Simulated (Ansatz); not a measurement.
# Cs: Boltzmann equation against the high-temperature formula, calculated with Ansatz

Space group Im-3m (No. 229), 1 atom in the cell of the first input below: a = 5.207 Å, b = 5.207 Å, c = 5.207 Å, α = 109.47°, β = 109.47°, γ = 109.47°.

The cell was built from a prototype of a structure type listed for this element, relaxed without spin–orbit coupling to zero pressure (pressure 0.0 GPa with this functional, without spin–orbit coupling). Functional: PBEsol.

Input:

```yaml
crystal:
  lattice:
    - [-3.0061165608, 3.0061165608, 3.0061165608]
    - [3.0061165608, -3.0061165608, 3.0061165608]
    - [3.0061165608, 3.0061165608, -3.0061165608]
  atoms:
    - { symbol: Cs, position: [0.0, 0.0, 0.0] }
basis:
  ecutwfc: 420
  ecutrho_ratio: 4
kpoints:
  mp_grid: { grid: [9, 9, 9] }
hamiltonian:
  xc: pbesol
scf:
  occupations: { method: methfessel_paxton, width: 0.2 }
output: {}
phonons:
  supercell: [3, 3, 3]
  qpath:
    path:
      - [[0.0, 0.0, 0.0], [0.5, -0.5, 0.5], [0.0, 0.0, 0.5], [0.0, 0.0, 0.0], [0.25, 0.25, 0.25], [0.5, -0.5, 0.5]]
      - [[0.25, 0.25, 0.25], [0.0, 0.0, 0.5]]
    npoints: 6
  electrical_resistivity: { mesh: [18, 18, 18], temperatures: [50, 100, 200, 300, 500] }
  superconductivity: { mesh: [18, 18, 18], eliashberg_equations: false }
```

```bash
ansatz run input.yaml --threads 8 --pin off --max-ram 15360MiB --backend cpu --events-out ev --progress --plain --runs-dir out
```

Time: 2.2 min on 8 threads of Intel(R) Xeon(R) Platinum 8259CL CPU @ 2.50GHz (Skylake/Cascade Lake), on a shared host, peak memory 12 GiB.

λ_tr,xx from the finest mesh down: 0.275, 0.258. The next coarser mesh moves the resistivity at 300 K by under 1 % along the axis that moves most.

The run gives λ_tr,xx = 0.275 and a Drude plasma energy ħω_p,xx = 3.09 eV.

Question: Estimate the resistivity along x at 300 K from the high-temperature formula.

Answer: ħ/τ = 2π λ_tr k_B T = 0.0447 eV and ρ = 1/(ε0 ω_p² τ) = 34.81 μΩ cm. The Boltzmann solution gives 30.13 μΩ cm, so the estimate is 16 % high; λ_tr itself still moves by 6 % between the two finest meshes.

```csv
T (K),ρ_xx (μΩ cm),ρ_zz (μΩ cm),"formula, xx","R_H, field along x, y or z (10⁻¹¹ m³/C)"
50,5.18,5.18,5.80,-61.8
100,10.38,10.38,11.60,-61
200,20.42,20.42,23.20,-60.6
300,30.13,30.13,34.81,-60.3
```

At 300 K the next coarser mesh moves R_H by up to 13 %.

A solid of this composition melts, sublimes or decomposes by about 302 K (handbook value), so the run's rows at 500 K, above that, are left out.

At 50 K the solution is 0.89 times the linear formula, and at 300 K 0.87 times. The formula is meant for temperatures above the phonon energies and for bands that vary little within k_B T.

Caveats: no spin-orbit coupling, which matters for these elements; small supercell, couplings not converged in it.

The resistivity rises almost in proportion to temperature even at 50 K, because heavy, weakly bound Cs atoms have very soft phonons that are already largely classical there. Freezing-out of phonons therefore cannot be the main reason why the formula lies above the Boltzmann solution, since that error would fade on heating, whereas the gap is widest at 300 K. The sign is that expected of a simple variational estimate, which forces one shape on the electron distribution and so overestimates the resistance. The growth on heating suggests an added effect of band velocities and scattering varying within the thermal window.

The negative Hall coefficient is close to the value for one nearly free s electron per atom. The computed resistivity at 300 K is nonetheless well above the measured one, so the error probably lies mainly in the electron–phonon coupling rather than in the carrier count. Agreement between the formula and the Boltzmann solution cannot reveal such an error, as both use the same coupling.
